# How the static permittivity of cubic SrTiO$_3$ responds to one change

**Question.** SrTiO$_3$ is a high-permittivity capacitor oxide. We change one thing at a time: the oxygen mass, the Born charges, the pressure, one soft-mode force constant, or the neutrality of the charges. What are the sign and size of the change in $\varepsilon_0$?

## The result

Conventions: SI formulas, fixed strain, cell volume $\Omega$, Born charge $Z^*_{\kappa,\alpha\gamma}=(\Omega/e)\,\partial P_\alpha/\partial u_{\kappa\gamma}$ at zero macroscopic field. $\Phi$ is the zone-centre force-constant matrix at zero field. The mass-weighted matrix $\Phi_{\kappa\gamma,\kappa'\delta}/\sqrt{M_\kappa M_{\kappa'}}$ has real orthonormal eigenvectors $\xi_m$ and eigenvalues $\omega_m^2$, the squared TO frequencies.

Put $u_{\kappa\gamma}=\sum_m Q_m\xi_m(\kappa\gamma)/\sqrt{M_\kappa}$. In a field $\mathbf E$ the energy of mode $m$ per cell is $\tfrac12\omega_m^2Q_m^2-Q_m\,\mathbf p_m\cdot\mathbf E$, with
$$p_{m,\alpha}=e\sum_{\kappa\gamma}Z^*_{\kappa,\alpha\gamma}\,\frac{\xi_m(\kappa\gamma)}{\sqrt{M_\kappa}} .$$
The minimum lies at $Q_m=\mathbf p_m\cdot\mathbf E/\omega_m^2$, and the ionic polarisation is $\sum_m\mathbf p_mQ_m/\Omega$, so
$$\varepsilon_{0,\alpha\beta}=\varepsilon_{\infty,\alpha\beta}+\frac{1}{\varepsilon_{\rm vac}\Omega}\sum_{m\in{\rm opt}}\frac{p_{m,\alpha}\,p_{m,\beta}}{\omega_m^2}.$$
Completeness, $\sum_m\xi_m(\kappa\gamma)\xi_m(\kappa'\delta)=\delta_{\kappa\kappa'}\delta_{\gamma\delta}$, gives the sum rule
$$\sum_m p_{m,\alpha}p_{m,\beta}=e^2\sum_\kappa\frac{(Z^*_\kappa Z^{*T}_\kappa)_{\alpha\beta}}{M_\kappa}.$$
A rigid translation along $\delta$ has $\xi(\kappa\gamma)=\sqrt{M_\kappa/M_{\rm tot}}\,\delta_{\gamma\delta}$, hence $p_\alpha=e\sum_\kappa Z^*_{\kappa,\alpha\delta}/\sqrt{M_{\rm tot}}$. This vanishes because $\sum_\kappa Z^*_\kappa=0$, and the optical modes carry all the strength.

## Reference model

Measured inputs, as compiled: $a=3.905$ Å (Zhang 2017), $\varepsilon_\infty=5.2$ (Pishtshev 2010), bulk modulus $B=172.1$ GPa (Guennou 2010). Then $\Omega=59.55$ Å$^3$, and a strength $p^2$ of $1\ e^2$/amu equals $p^2/\varepsilon_{\rm vac}\Omega=8.263\times10^5$ cm$^{-2}$, with frequencies as wavenumbers $\omega/2\pi c$.

Masses are 87.62 (Sr), 47.87 (Ti) and 16.00 amu (O). Typical DFT charges for motion along $z$ are $+2.54$ (Sr), $+7.12$ (Ti), $-5.66$ (O$_\parallel$, moving along its Ti–O bond) and $-2.00$ (each of two O$_\perp$). They add to zero. The terms $Z^{*2}/M$ are 0.074 (Sr), 1.059 (Ti), 2.002 (O$_\parallel$) and 0.500 (both O$_\perp$), in total 3.635 $e^2$/amu, or $(1733\ \text{cm}^{-1})^2$.

Along $z$ there are three polar relative coordinates; the antiphase motion of the two O$_\perp$ is silent. With $\bar u_{\rm O}$ the mean oxygen displacement and $w=M_{\rm Ti}/(M_{\rm Ti}+3M_{\rm O})$:

- Slater: $r_S=u_{\rm Ti}-\bar u_{\rm O}$, charge $z_S=(1-w)Z_{\rm Ti}-w(Z_\parallel+2Z_\perp)$
- Last: $r_L=u_{\rm Sr}-wu_{\rm Ti}-(1-w)\bar u_{\rm O}$, charge $z_L=Z_{\rm Sr}$
- Axe: $r_A=u_\parallel-u_\perp$, charge $z_A=\tfrac23(Z_\parallel-Z_\perp)$

The kinetic energy is diagonal in these coordinates, with reduced masses $\mu_j$, and the dipole is $e\sum_jz_jr_j$. The model assumes that the potential is diagonal too, $V=\tfrac12\sum_jk_jr_j^2$ with $k_j=\mu_j\omega_j^2$, so that $p_j^2=e^2z_j^2/\mu_j$. Real eigenvectors are mixtures. The frequencies are typical effective room-temperature values, which include the anharmonic stiffening of the soft mode.

| mode | $z_j$ | $\mu_j$ (amu) | $p_j^2$ ($e^2$/amu) | $\omega_j$ (cm$^{-1}$) | $\Delta\varepsilon_j$ |
|---|---|---|---|---|---|
| Slater | 8.39 | 23.97 | 2.936 | 90 | 299.5 |
| Last | 2.54 | 45.78 | 0.141 | 175 | 3.8 |
| Axe | $-2.44$ | 10.67 | 0.558 | 545 | 1.6 |

The strengths add to 3.635, and $\varepsilon_0=310.1$. The Slater frequency was chosen within its typical range to reproduce the compiled room-temperature value 310 (Hong 2013), so this total tests nothing. All numbers below are the model's, and decimals serve only to follow differences.

## 1. Oxygen mass 16 → 18 amu at fixed $\Phi$

**Reasoning.** Lower frequencies suggest a larger $\varepsilon_0$, but static equilibrium reads $\Phi u=eZ^{*T}E$ and contains no mass. Neutrality makes the forces add to zero, so a solution exists, and the undetermined translation carries no dipole. Therefore $\varepsilon_0$ cannot change, and strengths must fall along with $\omega^2$. Oxygen holds 69 % of the sum rule and its part scales by 16/18.

**Calculation.** The sum falls to 3.357 $e^2$/amu ($-7.6\,\%$). We keep $V$ as a function of the displacements, with the old $w$, and diagonalise with the new masses. The frequencies become 87.4, 172.7 and 513.8 cm$^{-1}$ and the contributions 301.1, 2.2 and 1.6. The total stays 310.1. The new centre of mass of TiO$_3$ mixes Slater and Last, and the second mode loses strength to the first.

**Limit.** Effective force constants depend on zero-point amplitudes. In the Barrett form $\omega_S^2\propto\tfrac{T_1}{2}\coth\tfrac{T_1}{2T}-T_0$, with typical $T_1\approx80$ K and $T_0\approx35$ K, scaling $T_1$ by $\sqrt{16/18}$ raises the Slater term by 0.07 % at 300 K. This is a rough one-mode estimate. At cryogenic temperature the quantum term dominates, and $^{18}$O-exchanged SrTiO$_3$ is known to become ferroelectric.

## 2. Nominal charges $+2,+4,-2$

**Reasoning.** At fixed $\Phi$ and $\varepsilon_\infty$ each term scales as $z_j^2$. The Axe mode goes dark because $Z_\parallel=Z_\perp$, and the Slater term should drop by well over half.

**Calculation.** $z_S=5.00$, so the Slater term scales by 0.355 to 106, the sum rule falls to 1.130 $e^2$/amu, and $\varepsilon_0=114$ ($-63\,\%$).

**Limit.** $\Phi$ itself contains dipole–dipole terms, and here the neglected change exceeds the one computed. Write $\omega_S^2=\omega_{\rm sr}^2-\omega_{\rm dd}^2$, a short-range part minus a dipolar part. The Lorentz factor $1/3$, valid at cubic sites and only an order-of-magnitude guide at the oxygen sites, gives $\omega_{\rm dd}^2\approx p_S^2/(3\varepsilon_\infty\varepsilon_{\rm vac}\Omega)=1.555\times10^5$ cm$^{-2}$, which is 19 times $\omega_S^2$. Then $\omega_{\rm sr}^2=1.636\times10^5$ cm$^{-2}$. Scaling $\omega_{\rm dd}^2$ by 0.355 at fixed $\omega_{\rm sr}^2$ gives $\omega_S^2=1.08\times10^5$ cm$^{-2}$ and a Slater term of about 8. In this estimate the anomalous charges act mainly through the denominator.

## 3. Hydrostatic pressure of 1 GPa

**Reasoning.** With fixed charges and the mode Grüneisen parameter $\gamma_m=-\partial\ln\omega_m/\partial\ln\Omega$, one finds $\partial\ln\Delta\varepsilon_m/\partial\ln\Omega=2\gamma_m-1$. Compression lowers the term when $\gamma_m>1/2$. The soft mode is a small difference of two large parts, so its $\gamma$ is large, and $\varepsilon_0$ should fall much faster than the volume.

**Calculation.** The compression is $\eta=P/B=0.58\,\%$, and the prefactor $1/\Omega$ alone adds 1.8 to $\varepsilon_0$. Let $\omega_{\rm sr}^2\propto\Omega^{-2\gamma_{\rm sr}}$ and $\omega_{\rm dd}^2\propto\Omega^{-1}$. To first order
$$\delta\omega_S^2=\eta\,(2\gamma_{\rm sr}\omega_{\rm sr}^2-\omega_{\rm dd}^2).$$
With $\gamma_{\rm sr}=1.5$ this is $1.9\times10^3$ cm$^{-2}$, equivalent to $\gamma_S=21$, and $\omega_S=100$ cm$^{-1}$. The Slater term $299.5\,(1+\eta)\,\omega_S^2/(\omega_S^2+\delta\omega_S^2)$ becomes 243. With the small terms held fixed, $\varepsilon_0=253$ ($-18\,\%$).

**Limit.** The value 1.5 is ordinary for an oxide mode and was chosen to reproduce the typical room-temperature drop of about a fifth per GPa. Values of 1 and 2 give $-10\,\%$ and $-25\,\%$. If $Z^{*2}/\varepsilon_\infty$ changes by the same fraction as the volume, $\omega_S^2$ shifts by a further $0.9\times10^3$ cm$^{-2}$, about half the effect. The sign is robust, and the size rests on the chosen input.

## 4. Slater force constant halved along $z$ only

**Reasoning.** This illustrative change mimics the $z$ softening under biaxial compression of a film and ignores the in-plane response. The symmetry becomes tetragonal, the tensor stays diagonal, and masses and charges are untouched, so the sum rule is unchanged. Only $\varepsilon_{zz}$ responds, and it should almost double.

**Calculation.** $\omega_{S,z}=63.6$ cm$^{-1}$ and $\varepsilon_{zz}=610$ ($+97\,\%$), while $\varepsilon_{xx}=\varepsilon_{yy}$ stay at 310.1.

## 5. Charges that miss neutrality by 0.1

**Reasoning.** An unconverged calculation can leave $\sum_\kappa Z^*_\kappa\neq0$ and a small non-zero acoustic $\omega^2$. A script that sums over all modes then divides a small strength by a tiny number. The spurious term takes the sign of the residual $\omega^2$.

**Calculation.** With $M_{\rm tot}=183.49$ amu the strength is $0.1^2/M_{\rm tot}=5.45\times10^{-5}$ $e^2$/amu, or 45 cm$^{-2}$. A residual frequency of 1 cm$^{-1}$ adds 45 to $\varepsilon_0$, and one of 5 cm$^{-1}$ adds 1.8. Impose neutrality, and project out the translations, before summing.

## Summary

| change | $\sum_mp_m^2$ ($e^2$/amu) | model $\varepsilon_0$ |
|---|---|---|
| reference | 3.635 | 310.1 |
| $M_{\rm O}=18$ amu | 3.357 | 310.1 |
| nominal charges, fixed $\Phi$ | 1.130 | 114 |
| 1 GPa, $\gamma_{\rm sr}=1.5$ | 3.635 | 253 |
| $k_S$ halved along $z$ | 3.635 | 610 ($zz$) |

The two columns move independently. The sum rule fixes the total infrared strength from charges and masses, and $\varepsilon_0$ follows from charges, force constants, $\Omega$ and $\varepsilon_\infty$ alone. The Slater mode holds 81 % of the strength at the lowest frequency, so the first thing to ask of any proposed change is what it does to $k_S$.